\section*{Thermal quenching of defect luminescence: the Mott--Seitz law}

A luminescence band that is bright in the cryostat often fades over some tens of kelvin on warming. The Mott--Seitz law describes this as a competition between a constant radiative rate and a thermally activated nonradiative rate out of the same emitting state. Energies are in eV, $k$ is Boltzmann's constant, $\beta=1/kT$, and the configuration coordinate $q$ is mass-weighted (amu$^{1/2}$\,\AA), so that a mode of angular frequency $\omega$ has potential energy $\tfrac12\omega^2q^2$.

\subsection*{Premises}
\begin{enumerate}
\item[P1] All centres are equivalent and independent, and the excitation is weak: the kinetics are first order, without saturation or interaction between excited centres.
\item[P2] Vibrational relaxation in the excited electronic state is much faster than any decay out of it, so the excited centres keep a Boltzmann distribution at the lattice temperature and every rate is a thermal average.
\item[P3] The radiative rate $1/\tau_r$ does not depend on $T$. This needs a single emitting electronic level and a transition dipole independent of $q$ (Condon approximation).
\item[P4] There is one nonradiative exit, irreversible, reached by classical motion over a barrier $E_q$ counted from the minimum of the emitting state.
\item[P5] The fraction $\phi$ of absorbed photons that populate the relaxed emitting state does not depend on $T$.
\end{enumerate}

\subsection*{Step 1: two channels out of one state}
Let $N$ be the number of centres in the emitting state, $G$ the rate of photon absorption and $k_{nr}$ the nonradiative rate. By P1 and P2 each exit is a memoryless process with a fixed rate, and independent rates add:
\begin{equation}
\frac{dN}{dt}=\phi G-\frac{N}{\tau_r}-k_{nr}N,\qquad I=\frac{N}{\tau_r},
\label{rate}
\end{equation}
where $I$ is the photon emission rate summed over the whole band. After a short pulse that leaves $N_0$ excited centres, $G=0$ and
\begin{equation}
N(t)=N_0e^{-t/\tau},\qquad \frac1\tau=\frac1{\tau_r}+k_{nr}.
\label{tau}
\end{equation}
The photons emitted number $\int_0^\infty I\,dt=N_0\tau/\tau_r$. Under steady excitation $dN/dt=0$ gives $N=\phi G\tau$ and $I=\phi G\,\tau/\tau_r$. Both experiments define the same quantum efficiency of the emitting state,
\begin{equation}
\eta=\frac{\tau}{\tau_r}=\frac{1}{1+\tau_rk_{nr}} .
\label{eta}
\end{equation}
This step has not used P3 to P5. Eq.~\eqref{eta} holds at each temperature for any $\tau_r(T)$ and $k_{nr}(T)$.

\subsection*{Step 2: the activated rate}
Put the minimum of the emitting state at $q=0$, $U_e(q)=E_0+\tfrac12\omega^2q^2$. Let a second diabatic surface $U_f(q)$, the ground state or a dark excited state that drains quickly, cross it at $q_c>0$. The barrier is $E_q=\tfrac12\omega^2q_c^2$, the slopes differ there by $F=|U_e'-U_f'|$, and a constant matrix element $V$ couples the two states. By P2 and P4, position and velocity $v=\dot q$ follow the classical distributions
\begin{equation}
P(q)=\frac{\omega}{\sqrt{2\pi kT}}\,e^{-\omega^2q^2/2kT},\qquad
f(v)=\frac{1}{\sqrt{2\pi kT}}\,e^{-v^2/2kT}.
\end{equation}
The rate at which a centre passes $q_c$ outwards is the one-way flux
\begin{equation}
P(q_c)\int_0^\infty v f(v)\,dv=P(q_c)\sqrt{\frac{kT}{2\pi}}=\frac{\omega}{2\pi}\,e^{-E_q/kT}.
\label{flux}
\end{equation}
The factors of $\sqrt{kT}$ cancel: one attempt per vibrational period, times the probability $e^{-E_q/kT}$ that a classical oscillator holds more than $E_q$. Each outward passage starts one excursion, which can remove the centre at most once. With $\kappa\le1$ the flux-averaged probability that an excursion ends on $U_f$,
\begin{equation}
k_{nr}=\nu\,e^{-E_q/kT},\qquad \nu=\kappa\,\frac{\omega}{2\pi}.
\label{arr}
\end{equation}
For weak coupling $\kappa$ follows from the Landau--Zener probability of changing diabatic state in one passage, $1-\exp(-2\pi V^2/\hbar|v|F)\approx2\pi V^2/\hbar|v|F$. A centre that stays on $U_e$ passes $q_c$ twice per excursion, outwards and back, at the same speed, so to order $V^2$
\begin{equation}
\kappa=\frac{\int_0^\infty v f(v)\,\dfrac{4\pi V^2}{\hbar vF}\,dv}{\int_0^\infty v f(v)\,dv}
=\frac{(2\pi)^{3/2}V^2}{\hbar F\sqrt{kT}} ,
\label{kappa}
\end{equation}
valid while $\kappa\ll1$. Then $k_{nr}=(2\pi/\hbar)V^2P(q_c)/F$, which is the golden-rule rate $(2\pi/\hbar)V^2\langle\delta(U_e-U_f)\rangle$ averaged over $P(q)$. The prefactor varies at most as a weak power of $T$ and is treated as constant next to the exponential; the cost is estimated under the range of validity.

One special case links $E_q$ to the spectra. Let $U_f$ be the ground state with the same curvature, $U_g=\tfrac12\omega^2(q+\Delta Q)^2$, and define the relaxation energy $\lambda=\tfrac12\omega^2\Delta Q^2=S\hbar\omega$, with $S$ the Huang--Rhys factor. The vertical gap is $U_e-U_g=E_0-\lambda-\omega^2\Delta Q\,q$. It equals $E_{em}=E_0-\lambda$ at $q=0$ and $E_{abs}=E_0+\lambda$ at $q=-\Delta Q$, and vanishes at $q_c=(E_0-\lambda)/\omega^2\Delta Q$. With $F=\omega^2\Delta Q$,
\begin{equation}
E_q=\frac{(E_0-\lambda)^2}{4\lambda}=\frac{E_{em}^2}{2(E_{abs}-E_{em})},\qquad
\nu=\frac{2\pi}{\hbar}\frac{V^2}{\sqrt{4\pi\lambda kT}} .
\label{cross}
\end{equation}
A large Stokes shift lowers the barrier.

\subsection*{Step 3: the law}
Inserting \eqref{arr} into \eqref{eta}, with P3 and P5 to make $\tau_r$ and $\phi$ constants,
\begin{equation}
\eta(T)=\frac{\tau(T)}{\tau_r}=\frac{I(T)}{I_0}=\frac{1}{1+A\,e^{-E_q/kT}},\qquad A=\tau_r\nu,
\label{ms}
\end{equation}
where $I_0=\phi G$ is the low-temperature plateau. As $T\to0$, $\eta\to1$; as $T\to\infty$, $\eta\to1/(1+A)$. Solving \eqref{ms} for the temperature at which the efficiency has a chosen value above that floor, $Ae^{-E_q/kT}=1/\eta-1$ gives
\begin{equation}
T_\eta=\frac{E_q}{k\,[\ln A-\ln(1/\eta-1)]},\qquad
T_{1/2}=\frac{E_q}{k\ln(\tau_r\nu)} .
\label{half}
\end{equation}
$T_{1/2}$ is where the two rates are equal, and it exists only for $\tau_r\nu>1$. Differentiating \eqref{ms},
\begin{equation}
\frac{d\eta}{dT}=-\eta(1-\eta)\frac{E_q}{kT^2},\qquad
\left.\frac{d\eta}{dT}\right|_{T_{1/2}}=-\frac{\ln A}{4T_{1/2}} .
\label{slope}
\end{equation}
Three consequences matter in practice. First, $kT_{1/2}$ is smaller than $E_q$ by the factor $\ln A$, because the centre makes $A$ effective attempts during one radiative lifetime; slow emitters quench earlier than fast ones with the same barrier. Second, $T_{1/2}$ fixes only the ratio $E_q/\ln A$; the steepness \eqref{slope} supplies $\ln A$ separately. Third, the law is linear in the form
\begin{equation}
\ln\!\left(\frac{I_0}{I}-1\right)=\ln A-\frac{E_q}{kT},\qquad
\ln\!\left(\frac1\tau-\frac1{\tau_r}\right)=\ln\nu-\frac{E_q}{kT}.
\label{lin}
\end{equation}
A plot of $\ln I$ alone against $1/kT$ has local slope $(1-\eta)E_q$ and yields $E_q$ only deep in the quenched region. Intensities give $A$; the decay time is needed to obtain $\nu$.

\subsection*{Step 4: what intensity and lifetime tell together}
Lift P3 and P5. Step 1 still gives $I=\phi(T)G\,\tau/\tau_r(T)$, hence
\begin{equation}
\frac{I(T)}{\tau(T)}=G\,\frac{\phi(T)}{\tau_r(T)} .
\label{diag}
\end{equation}
\begin{itemize}
\item Loss from the emitting state: $I$ and $\tau$ fall by the same factor, and the initial height $N_0/\tau_r$ of the decay curve stays fixed.
\item Loss before the emitting state is reached, for example carriers caught by other defects: $\phi$ and $I$ fall, $\tau$ does not. Crossing during the initial relaxation belongs here too. For equal curvatures absorption lands $\lambda$ above the excited minimum, and this exceeds $E_q$ of \eqref{cross} when $2\lambda>E_0-\lambda$, that is $\lambda>E_{abs}/4$.
\item Change of the radiative rate with $k_{nr}=0$: $\tau$ changes, $I$ does not.
\end{itemize}
Quenching within the centre therefore implies a joint fall. The converse does not hold, since thermal escape of a carrier or of the whole exciton also empties the emitting state. Take an acceptor in n-type material that binds a photogenerated hole and emits when it captures an electron, at rate $1/\tau_r=C_nn$. Let $C_p$ be the hole capture coefficient, $E_A$ the $(0/-)$ transition level above the valence-band edge, $g$ the degeneracy of the hole-binding state relative to the other one, and $N_v$ the effective density of states. In equilibrium with Fermi level $E_F$ above the band edge, $p=N_ve^{-E_F/kT}$ and $N^0/N^-=g\,e^{(E_A-E_F)/kT}$. Detailed balance, $e_pN^0=C_ppN^-$, gives the emission rate
\begin{equation}
e_p=\frac{C_pN_v}{g}\,e^{-E_A/kT},\qquad N_v=2\left(\frac{2\pi m_hkT}{h^2}\right)^{3/2}.
\label{ep}
\end{equation}
Let free holes, $p$ in number, be created at rate $G$ and disappear at total rate $c$, a fraction $f$ of them into these acceptors:
\begin{equation}
\dot N=fcp-(1/\tau_r+e_p)N,\qquad \dot p=G+e_pN-cp .
\end{equation}
In steady state $cp=G+e_pN$, so $N[1/\tau_r+(1-f)e_p]=fG$. In a decay with $c\gg1/\tau_r+e_p$ the holes follow $N$ adiabatically, $cp=e_pN$, and the decay rate is the same bracket. Thus
\begin{equation}
\frac{I}{fG}=\frac{\tau}{\tau_r}=\frac{1}{1+(1-f)\,\tau_r e_p},
\label{esc}
\end{equation}
which is \eqref{ms} with $E_q=E_A$ and $\nu=(1-f)C_pN_v/g$. The curve shape cannot tell the two mechanisms apart. Escape shows itself otherwise: through released carriers (photoconductivity, growth of competing bands) and through a $T_{1/2}$ that depends on doping and defect content.

\subsection*{Range of validity}
\paragraph{Prefactor.} If $\nu\propto T^m$, the local slope of \eqref{lin} is $E_{app}=-d\ln k_{nr}/d\beta=E_q+mkT$. Weak coupling has $m=-\tfrac12$, escape with constant $C_p$ has $m=\tfrac32$. With many modes the barrier is a free energy $E_q-T\Delta S$; a constant $\Delta S$ leaves the slope alone and multiplies $\nu$ by $e^{\Delta S/k}$, so the bound $\nu\le\omega/2\pi$ belongs to the one-mode model only.

\paragraph{Classical nuclei.} P4 needs $kT$ well above $\hbar\omega/2$. The exact thermal distribution of a quantum oscillator is again Gaussian, with $\langle q^2\rangle=(\hbar/2\omega)\coth x$ and $x=\hbar\omega/2kT$. Using it in place of $P(q)$ is a semiclassical estimate. For a geometric barrier $E_b$ it gives, apart from a slowly varying prefactor $\nu_0$, $\ln k_{nr}=\ln\nu_0-(2E_b/\hbar\omega)\tanh x$. The tangent to this curve in $\beta$ has slope $-E_{app}$ and intercept $\ln\nu_{app}$, with
\begin{equation}
E_{app}=\frac{E_b}{\cosh^2x},\qquad
\ln\frac{\nu_{app}}{\nu_0}=-\frac{E_{app}}{kT}\left[\frac{\sinh2x}{2x}-1\right].
\label{quant}
\end{equation}
Tunnelling lowers both fitted parameters and bends the Arrhenius plot, which flattens at low $T$. The size depends on the geometry of the crossing. For equal parabolas with $E_0=0$, where $E_b=S\hbar\omega/4$, the full thermal Franck--Condon sum for zero net phonon emission is $e^{-S\coth x}I_0(S/\sinh x)$, with $I_0(z)$ here the modified Bessel function. Since $I_0(z)\sim e^z/\sqrt{2\pi z}$, its exponent at large $S/\sinh x$ is $-S\tanh(x/2)$, which gives the milder reduction $E_{app}=E_b/\cosh^2(x/2)$.

\paragraph{Radiative rate.} For two thermalised sublevels of equal degeneracy, split by $D$, with rates $k_1$ (lower) and $k_2$ (upper), $1/\tau_r=(k_1+k_2e^{-D/kT})/(1+e^{-D/kT})$. This rate is constant at every $T$ if $k_1=k_2$. Otherwise it runs between two plateaus, $k_1$ at low $T$ (for $kT\ll D$, once $k_2e^{-D/kT}\ll k_1$) and $(k_1+k_2)/2$ for $kT\gg D$, and P3 fails only in the crossover between them. $\tau_r$ must be taken from the plateau that covers the quenching step: the high-$T$ one when $D\ll kT_{1/2}$, the low-$T$ one when $D$ is so large that both low-$T$ conditions still hold across the step.

\paragraph{Kinetics.} Several exits add, $\tau_r\sum_i\nu_ie^{-E_i/kT}$; a constant exit lowers the plateau and puts the plateau lifetime in place of $\tau_r$ in $A$. A spread of barriers gives non-exponential decays and a broader step. High excitation density (tracks of ionising particles, intense pulses) breaks P1, and delayed release from traps adds slow tails that contribute to $I$ without following $\tau$. $I$ must be integrated over the band as a photon count and corrected for changes of absorption, because bands broaden and shift with $T$.

\subsection*{Illustration: the blue band of CaWO$_4$}
The intrinsic emission of CaWO$_4$, a broad band at typically 2.9 eV, comes from an exciton self-trapped on a WO$_4^{2-}$ group. Take as approximate inputs $\tau_r=17\ \mu$s for the plateau below the step, $E_q=0.32$ eV and $\nu=1\times10^{10}$ s$^{-1}$. They are chosen to reproduce the typical behaviour of the crystal, a band partly quenched at room temperature with a decay time of roughly ten microseconds, so the numbers below are the model's and test nothing. Then $A=1.7\times10^5$, $\ln A=12.04$, $E_q/k=3713$ K and
\begin{equation}
T_{1/2}=\frac{3713\ \mathrm{K}}{12.04}=308\ \mathrm{K}.
\end{equation}
\begin{center}
\begin{tabular}{lccccc}
$T$ (K) & 200 & 250 & 300 & 350 & 400\\ \hline
$\tau_rk_{nr}$ & 0.0015 & 0.060 & 0.72 & 4.2 & 16\\
$\eta$ & 0.999 & 0.94 & 0.58 & 0.19 & 0.060\\
$\tau$ ($\mu$s) & 17 & 16 & 9.9 & 3.3 & 1.0
\end{tabular}
\end{center}
From \eqref{half}, $\eta=0.9$ at 261 K and $\eta=0.1$ at 377 K, a step 116 K wide, with slope $-0.0098$ K$^{-1}$ at $T_{1/2}$. Raising $E_q$ by 0.01 eV moves $T_{1/2}$ up by 9.6 K; a tenfold larger $\nu$ moves it down to 259 K.

The neglected terms have these sizes.
\begin{itemize}
\item Prefactor: $kT=25.9$ meV at 300 K, so $m=-\tfrac12$ shifts the slope by $-13$ meV, 4\% of $E_q$.
\item Sublevels: the emitting state is split by approximately $D=4$ meV, the lower level being long-lived. For $k_1\ll k_2$ the radiative rate is $k_2/(1+e^{D/kT})$. It grows by 20\% from 100 to 300 K, but by only 4\% from 250 to 400 K. Below about 250 K this drift outweighs the quenching in $\tau(T)$, so a lifetime fit must include it or start near the step.
\item Quantum nuclei: for an illustrative mode of $\hbar\omega=40$ meV, $\omega/2\pi=9.7\times10^{12}$ s$^{-1}$, and the classical reading of $\nu$ needs $\kappa=1.0\times10^{-3}$. But $x=0.77$ at 300 K, so $1/\cosh^2x=0.58$ (0.86 in the milder form). By \eqref{quant} a slope of 0.32 eV at 300 K would come from $E_b=0.55$ eV, with $\nu_{app}/\nu_0=4\times10^{-3}$, and the slope would drift from 0.26 eV at 250 K to 0.40 eV at 400 K. The W--O stretching modes, up to approximately 0.11 eV, are further still from the classical limit.
\end{itemize}
The last correction rivals the effect itself: a small $\nu$ may signal weak coupling or tunnelling, and $E_q$ is an effective slope, not a height read off a diagram. Eq.~\eqref{cross} makes the same point. With typical $E_{abs}=4.9$ eV and $E_{em}=2.9$ eV it gives $\lambda=1.0$ eV and a crossing 2.1 eV above the excited minimum, far above 0.32 eV. An equal-curvature, one-mode return to the ground state does not describe this band. The exit must involve other curvatures or modes, another excited state, or activated hopping of the exciton to quenching defects, and \eqref{ms} alone does not choose among them.

\subsection*{The same law for an acceptor in GaN}
The yellow band of n-type GaN, commonly assigned to carbon on a nitrogen site, is a case for \eqref{esc}. Typical inputs are $E_A=0.9$ eV, $C_p=4\times10^{-7}$ cm$^3$s$^{-1}$, $C_n=1\times10^{-13}$ cm$^3$s$^{-1}$, $m_h=0.8\,m_e$ and $g=2$, all taken as constant, with $f\ll1$. For $n=10^{17}$ cm$^{-3}$, $\tau_r=100\ \mu$s. Because $\nu\propto T^{3/2}$, \eqref{half} is solved by iteration, which converges to $T_{1/2}=510$ K, where $N_v=4.0\times10^{19}$ cm$^{-3}$, $\nu=8.0\times10^{12}$ s$^{-1}$ and $\ln A=20.5$. The slope of \eqref{lin} there exceeds $E_A$ by $\tfrac32kT=66$ meV, a shift to remove before a quenching energy is set beside a computed transition level. For $n=10^{18}$ cm$^{-3}$ the lifetime is ten times shorter and the model's $T_{1/2}$ rises to 569 K, with no change in the defect.